**Exchange splitting of the 3p level in Cu⁴⁺ to Kr⁴⁺**

The table holds spin-up and spin-down 3p eigenvalues, their difference and the 3p mean radii from spin-polarised scalar-X2C Hartree–Fock atoms at the basis limit, averaged over a configuration. The program tests whether the gap equals the number of unpaired electrons times an exchange integral that scales as an inverse orbital radius, with one constant fitted to Cu⁴⁺, Zn⁴⁺ and Ga⁴⁺. That form reproduces the three rows to 0.03%, against 6% for a constant exchange per electron, and hydrogenic Slater integrals matched to the computed radii come out about 6% below the gap per electron with no fitted constant. The same constant overestimates the gaps of As⁴⁺, Br⁴⁺ and Kr⁴⁺, whose open shells are 4s or 4p, by factors of 10 to 14. The output also lists the gaps of the 2p, 3s and 3d shells, the spin differences of the radii and the energy steps along the series.

All-electron Hartree-Fock for the 4+ ions of Cu to Kr, from B-spline radial atomic code 1: spin-polarised, spherical, configuration-averaged, at the basis-set limit, with a scalar-relativistic (spin-free one-electron X2C) Hamiltonian and a Fermi nucleus. The 3p energies are orbital eigenvalues; (nl)a+b means a spin-up and b spin-down electrons in the nl shell.

## Analysis program

```python
# Table: 3p orbital energies and mean radii (spin up/down) of Cu4+..Kr4+; B-spline radial atomic code,
# scalar X2C spin-polarised Hartree-Fock, configuration average, basis limit.
# Tested: gap = n*K (exchange counting), K ~ 1/<r>, size of K from hydrogenic Slater integrals.
T = {
    'ion': ['Cu4+', 'Zn4+', 'Ga4+', 'Ge4+', 'As4+', 'Se4+', 'Br4+', 'Kr4+'],
    'Z': [29, 30, 31, 32, 33, 34, 35, 36],
    'N': [25, 26, 27, 28, 29, 30, 31, 32],
    'configuration': ['[Ar] (3d)5+2', '[Ar] (3d)5+3', '[Ar] (3d)5+4', '[Ar] 3d10', '[Ar] 3d10 (4s)1+0', '[Ar] 3d10 4s2', '[Ar] 3d10 4s2 (4p)1+0', '[Ar] 3d10 4s2 (4p)2+0'],
    'nuclear_rms_radius': [3.8823, 3.9283, 3.9973, 4.0742, 4.0968, 4.14, 4.1629, 4.1884],  # fm
    'orbital_energy_3p_up': [-6.1051, -6.4039, -6.7038, -7.0052, -7.7854, -8.6014, -9.5282, -10.497],  # hartree
    'orbital_energy_3p_down': [-5.6985, -6.1213, -6.5568, -7.0052, -7.7739, -8.6014, -9.5116, -10.46],  # hartree
    'orbital_mean_radius_3p_up': [0.72295, 0.69475, 0.66884, 0.64494, 0.61534, 0.58727, 0.56145, 0.53772],  # bohr
    'orbital_mean_radius_3p_down': [0.73011, 0.6993, 0.67101, 0.64494, 0.61441, 0.58727, 0.56153, 0.53789],  # bohr
    'gap': [0.4065, 0.2826, 0.147, 0.0, 0.0116, 0.0, 0.0166, 0.0369],  # hartree
}
import re
import numpy as np
from scipy.special import genlaguerre
from scipy.integrate import cumulative_trapezoid as ct, trapezoid as tz
ion = T['ion']; A = lambda k: np.array(T[k], float)
eu, ed, gap = A('orbital_energy_3p_up'), A('orbital_energy_3p_down'), A('gap')
ru, rd = A('orbital_mean_radius_3p_up'), A('orbital_mean_radius_3p_down'); rp = (ru + rd) / 2
m = [re.search(r'\((\d\w)\)(\d+)\+(\d+)', c) for c in T['configuration']]
n = np.array([int(x.group(2)) - int(x.group(3)) if x else 0 for x in m])
# further outputs of the same runs: (up, down) energies 2p, 3s, 3d; mean radii 3s, 3d; row index as key
X = {0: [(-38.58573, -38.44994), (-7.909433, -7.572247), (-3.163915, -2.956229), (0.6966635, 0.7001293), (0.7906996, 0.8116066)],
     1: [(-41.7202, -41.6236), (-8.330431, -8.096257), (-3.247706, -3.103138), (0.6700242, 0.6722641), (0.76117, 0.7744798)],
     2: [(-44.96982, -44.91853), (-8.757119, -8.635389), (-3.32482, -3.249525), (0.6454383, 0.6465194), (0.7345007, 0.7408772)],
     4: [(-52.35938, -52.35524), (-10.13505, -10.10418), (-3.919721, -3.911653), (0.5948921, 0.5961426), (0.6626489, 0.6592718)],
     6: [(-61.00842, -61.00042), (-12.18356, -12.17119), (-5.13595, -5.127376), (0.5475876, 0.5476315), (0.5821503, 0.5807089)]}
ropen = {4: 1.711547, 6: 1.708932, 7: 1.608}  # same runs: As 4s, Br 4p, Kr 4p mean radius (bohr)
r2 = {4: (0.4437998, 0.442001), 6: (0.3685373, 0.3684589)}  # same runs: 3p <r^2> up, down
print('energies in hartree, lengths in bohr; rounding: gap 0.00005, each radius 0.000005')
print('ion unpaired gap gap/n gap*<r>3p/n r(down)-r(up) in %')
for i in range(8):
    s = f'{gap[i]/n[i]:.4f} {gap[i]*rp[i]/n[i]:.5f}' if n[i] else 'closed shell'
    print(f'{ion[i]} {n[i]} {gap[i]:.4f} {s} {rd[i]-ru[i]:+.5f} {100*(rd[i]-ru[i])/rp[i]:+.2f}%')
d = np.arange(3); r3d = np.array([np.mean(X[i][4]) for i in d]); res = {}
print('one-constant fits to Cu, Zn, Ga (residual = model - table):')
for name, x in (('gap = K n', n[d] * 1.0), ('gap = c n/<r>3p', n[d] / rp[d]), ('gap = c n/<r>3d', n[d] / r3d)):
    c = x @ gap[d] / (x @ x); res[name] = (c, c * x - gap[d])
    print(f' {name}: constant {c:.5f}, residuals', ' '.join(f'{v:+.5f}' for v in res[name][1]),
          f'worst {100*max(abs(res[name][1]/gap[d])):.2f}%')
c = res['gap = c n/<r>3p'][0]
print(f'Cu to Ga: gap/n rises {100*(gap[2]/n[2]/(gap[0]/n[0])-1):.1f}%, 1/<r>3p rises {100*(rp[0]/rp[2]-1):.1f}%')
print('<r>3d/<r>3p Cu Zn Ga:', ' '.join(f'{v:.3f}' for v in r3d / rp[d]))
print('3d constant applied to n=4 open shells (not fitted):')
for i in ropen:
    print(f' {ion[i]} model {c*n[i]/rp[i]:.4f} table {gap[i]:.4f} too large by x{c*n[i]/rp[i]/gap[i]:.1f}; <r>open/<r>3p {ropen[i]/rp[i]:.2f}')
print(f'gap/n Br over As {gap[6]/gap[4]:.2f}; Kr over Br {gap[7]/2/gap[6]:.3f}, 1/<r>3p {rp[6]/rp[7]:.3f}, 1/<r>4p {ropen[6]/ropen[7]:.3f}')
r = np.linspace(1e-4, 12, 24001)
def P(N, l, rm):
    x = (3 * N * N - l * (l + 1)) / (N * rm) * r
    f = x ** (l + 1) * np.exp(-x / 2) * genlaguerre(N - l - 1, 2 * l + 1)(x)
    return f / np.sqrt(tz(f * f, r))
def G(k, a, b):
    return 2 * tz(a * b / r ** (k + 1) * ct(a * b * r ** k, r, initial=0), r)
print('hydrogenic functions matched to mean radii, exchange per unpaired 3d electron:')
for i in d:
    s, p, q = P(3, 0, np.mean(X[i][3])), P(3, 1, rp[i]), P(3, 2, r3d[i])
    Kp, Ks = 2 * G(1, p, q) / 15 + 3 * G(3, p, q) / 35, G(2, s, q) / 5
    gp, gs = gap[i] / n[i], (X[i][1][1] - X[i][1][0]) / n[i]
    print(f' {ion[i]} 3p {Kp:.3f} vs {gp:.3f} ({100*(Kp/gp-1):+.0f}%); 3s {Ks:.3f} vs {gs:.3f} ({100*(Ks/gs-1):+.0f}%)')
print('gaps of other shells 2p 3s 3p 3d; 3d r(up)-r(down) %; rough size of 3d polarisation term / gap')
for i in X:
    g = [b - a for a, b in X[i][:3]]; dr = (X[i][4][0] - X[i][4][1]) / np.mean(X[i][4])
    pairs = 5 - n[i] if i < 3 else 5
    print(f' {ion[i]} {g[0]:.4f} {g[1]:.4f} {gap[i]:.4f} {g[2]:.4f}; {100*dr:+.2f}%; {pairs*c/rp[i]*abs(dr)/gap[i]:.2f}')
for i in r2:
    print(f'{ion[i]} 3p <r^2> up - down {r2[i][0]-r2[i][1]:+.5f} bohr^2')
print('energy steps up  :', ' '.join(f'{v:.3f}' for v in np.diff(eu)))
print('energy steps down:', ' '.join(f'{v:.3f}' for v in np.diff(ed)))
print('spin-mean steps  :', ' '.join(f'{v:.3f}' for v in np.diff((eu + ed) / 2)))
assert np.all(gap[n == 0] == 0) and np.all(gap[n > 0] > 0)
assert np.all(np.diff(gap[d] / n[d]) > 0) and max(abs(res['gap = c n/<r>3p'][1])) < max(abs(res['gap = K n'][1]))
assert all(c * n[i] / rp[i] > 5 * gap[i] for i in ropen)
assert np.all(ru[d] < rd[d]) and ru[4] > rd[4]
```

Output:

```
energies in hartree, lengths in bohr; rounding: gap 0.00005, each radius 0.000005
ion unpaired gap gap/n gap*<r>3p/n r(down)-r(up) in %
Cu4+ 3 0.4065 0.1355 0.09844 +0.00716 +0.99%
Zn4+ 2 0.2826 0.1413 0.09849 +0.00455 +0.65%
Ga4+ 1 0.1470 0.1470 0.09848 +0.00217 +0.32%
Ge4+ 0 0.0000 closed shell +0.00000 +0.00%
As4+ 1 0.0116 0.0116 0.00713 -0.00093 -0.15%
Se4+ 0 0.0000 closed shell +0.00000 +0.00%
Br4+ 1 0.0166 0.0166 0.00932 +0.00008 +0.01%
Kr4+ 2 0.0369 0.0185 0.00992 +0.00017 +0.03%
one-constant fits to Cu, Zn, Ga (residual = model - table):
 gap = K n: constant 0.13798, residuals +0.00744 -0.00664 -0.00902 worst 6.14%
 gap = c n/<r>3p: constant 0.09846, residuals +0.00007 -0.00008 -0.00003 worst 0.03%
 gap = c n/<r>3d: constant 0.10853, residuals -0.00011 +0.00009 +0.00012 worst 0.08%
Cu to Ga: gap/n rises 8.5%, 1/<r>3p rises 8.4%
<r>3d/<r>3p Cu Zn Ga: 1.103 1.102 1.101
3d constant applied to n=4 open shells (not fitted):
 As4+ model 0.1601 table 0.0116 too large by x13.8; <r>open/<r>3p 2.78
 Br4+ model 0.1754 table 0.0166 too large by x10.6; <r>open/<r>3p 3.04
 Kr4+ model 0.3662 table 0.0369 too large by x9.9; <r>open/<r>3p 2.99
gap/n Br over As 1.43; Kr over Br 1.111, 1/<r>3p 1.044, 1/<r>4p 1.063
hydrogenic functions matched to mean radii, exchange per unpaired 3d electron:
 Cu4+ 3p 0.127 vs 0.135 (-6%); 3s 0.108 vs 0.112 (-4%)
 Zn4+ 3p 0.132 vs 0.141 (-6%); 3s 0.112 vs 0.117 (-4%)
 Ga4+ 3p 0.138 vs 0.147 (-6%); 3s 0.117 vs 0.122 (-4%)
gaps of other shells 2p 3s 3p 3d; 3d r(up)-r(down) %; rough size of 3d polarisation term / gap
 Cu4+ 0.1358 0.3372 0.4065 0.2077; -2.61%; 0.02
 Zn4+ 0.0966 0.2342 0.2826 0.1446; -1.73%; 0.03
 Ga4+ 0.0513 0.1217 0.1470 0.0753; -0.86%; 0.03
 As4+ 0.0041 0.0309 0.0116 0.0081; +0.51%; 0.35
 Br4+ 0.0080 0.0124 0.0166 0.0086; +0.25%; 0.13
As4+ 3p <r^2> up - down +0.00180 bohr^2
Br4+ 3p <r^2> up - down +0.00008 bohr^2
energy steps up  : -0.299 -0.300 -0.301 -0.780 -0.816 -0.927 -0.969
energy steps down: -0.423 -0.436 -0.448 -0.769 -0.827 -0.910 -0.948
spin-mean steps  : -0.361 -0.368 -0.375 -0.774 -0.822 -0.918 -0.959
```
